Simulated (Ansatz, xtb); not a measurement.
## Relative energy of two isomers of C2H7NOSi

Structure a: `C/C=N/[SiH2]O`, a singlet. Structure b: `N[Si@@H]1CCO1`, a singlet. Both are isolated molecules in the gas phase, relaxed with B3LYP-D3(BJ)/def2-SVP; the shapes shown needn't be the lowest conformers.

a (Å):

```xyz
12

C     0.9136   -0.3245    0.8126
C    -0.2296   -1.1204    0.2562
N    -0.3177   -1.4659   -0.9607
O    -1.0061   -3.8041   -2.3204
Si   -1.6197   -2.4081   -1.6530
H     0.5423    0.6182    1.2512
H     1.6472   -0.1030    0.0254
H     1.4006   -0.8805    1.6326
H    -1.0091   -1.3887    1.0091
H    -2.2667   -1.5444   -2.6815
H    -2.6148   -2.8584   -0.6370
H    -0.2960   -3.6914   -2.9638
```

b (Å):

| atom | x (Å) | y (Å) | z (Å) |
| --- | --- | --- | --- |
| C | 0.5255 | 1.4881 | 1.0775 |
| C | -0.5653 | 1.4366 | 2.1783 |
| N | -1.0836 | 0.0595 | -1.1821 |
| O | -1.7652 | 1.2687 | 1.3867 |
| Si | -0.9508 | 1.3812 | -0.1024 |
| H | -0.9464 | -0.9032 | -0.8920 |
| H | -1.6086 | 0.1262 | -2.0470 |
| H | -1.3183 | 2.5752 | -0.9113 |
| H | 1.1312 | 2.4058 | 1.0627 |
| H | 1.2007 | 0.6190 | 1.0743 |
| H | -0.6237 | 2.3658 | 2.7715 |
| H | -0.4537 | 0.5905 | 2.8787 |

Problem. Which of the two would you expect CCSD(T)/def2-SVP + ΔMP2/def2-TZVPP electronic energies to favour?

Solution. Not settled: CCSD(T)/def2-SVP + ΔMP2/def2-TZVPP gives E(b) − E(a) = −13.9 kJ/mol, but this leans on the basis-set step: CCSD(T) alone gives +1.4 kJ/mol.

Level by level:

```json
{"level": "GFN2-xTB", "geometry": "GFN2-xTB", "E(b) − E(a) (kJ/mol)": "+44.0", "departure from the last row (kJ/mol)": "+57.9", "job, with rough time for the two": "optimisation, 0.19 s"}
{"level": "HF/STO-3G", "geometry": "GFN2-xTB", "E(b) − E(a) (kJ/mol)": "−97.9", "departure from the last row (kJ/mol)": "−83.9", "job, with rough time for the two": "single point, 0.24 s"}
{"level": "r2SCAN-D4/def2-SVP", "geometry": "GFN2-xTB", "E(b) − E(a) (kJ/mol)": "−9.8", "departure from the last row (kJ/mol)": "+4.2", "job, with rough time for the two": "single point, 3.3 s"}
{"level": "B3LYP-D3(BJ)/def2-SVP", "geometry": "B3LYP-D3(BJ)/def2-SVP", "E(b) − E(a) (kJ/mol)": "−5.3", "departure from the last row (kJ/mol)": "+8.7", "job, with rough time for the two": "optimisation, 86 s"}
{"level": "HF/def2-SVP", "geometry": "B3LYP-D3(BJ)/def2-SVP", "E(b) − E(a) (kJ/mol)": "+9.7", "departure from the last row (kJ/mol)": "+23.6", "job, with rough time for the two": "part of the CCSD(T) run"}
{"level": "MP2/def2-SVP", "geometry": "B3LYP-D3(BJ)/def2-SVP", "E(b) − E(a) (kJ/mol)": "−4.7", "departure from the last row (kJ/mol)": "+9.2", "job, with rough time for the two": "part of the CCSD(T) run"}
{"level": "CCSD(T)/def2-SVP", "geometry": "B3LYP-D3(BJ)/def2-SVP", "E(b) − E(a) (kJ/mol)": "+1.4", "departure from the last row (kJ/mol)": "+15.4", "job, with rough time for the two": "single point"}
{"level": "CCSD(T)/def2-SVP + ΔMP2/def2-TZVPP", "geometry": "B3LYP-D3(BJ)/def2-SVP", "E(b) − E(a) (kJ/mol)": "−13.9", "departure from the last row (kJ/mol)": "", "job, with rough time for the two": "single point, 27 s"}
```

As drawn, b has 1 C–Si, 1 C–O, 2 N–H in place of 1 C=N, 1 Si–H, 1 O–H. Structure a has no ring, b a 4-membered ring.

GFN2-xTB, HF/def2-SVP put the two in the other order. CCSD(T)/def2-SVP finds them nearly level. The largest departure from CCSD(T)/def2-SVP + ΔMP2/def2-TZVPP is that of HF/STO-3G, 83.9 kJ/mol. The last row adds to CCSD(T) the change of the MP2 difference between the two basis sets, here −15.4 kJ/mol, a large step that makes the value less sure.

With harmonic frequencies from B3LYP-D3(BJ)/def2-SVP (ideal gas, rigid rotor, one conformer each, 298.15 K, 1 atm): the zero-point term adds +11.6 kJ/mol; ΔH is −4.9 and ΔG +2.0 kJ/mol.

The correlated steps freeze 9 core orbitals. Programs: Ansatz 0.2.0, xtb 6.7.1; the last row on 2 threads of Arm Neoverse V2 on a shared host.

The two isomers are close in energy because two large effects nearly cancel. Forming b trades the C=N π bond for additional σ bonding, which should favour b, but much of that gain is probably spent on strain in the four-membered ring, where silicon and its neighbours are held at compressed angles. The small remainder is sensitive to how polarisation and correlation are described. The −15.4 kJ/mol basis-set step suggests that def2-SVP describes the strained, polar bonding around silicon in b less completely than the bonding in a. HF/STO-3G favours b far too strongly, probably because a minimal basis lacks the flexibility to treat the π bond and the ring evenly.

Vibrations pull the other way. Replacing Si–H and O–H with two stiff N–H bonds, and floppy chain torsions with ring modes, raises the zero-point energy of b, while ring closure also costs entropy. With ΔG at +2.0 kJ/mol, the electronic preference for b does not carry over into a free-energy preference. Near-degeneracy also doesn't imply easy interconversion, which would require extensive bond reorganisation.
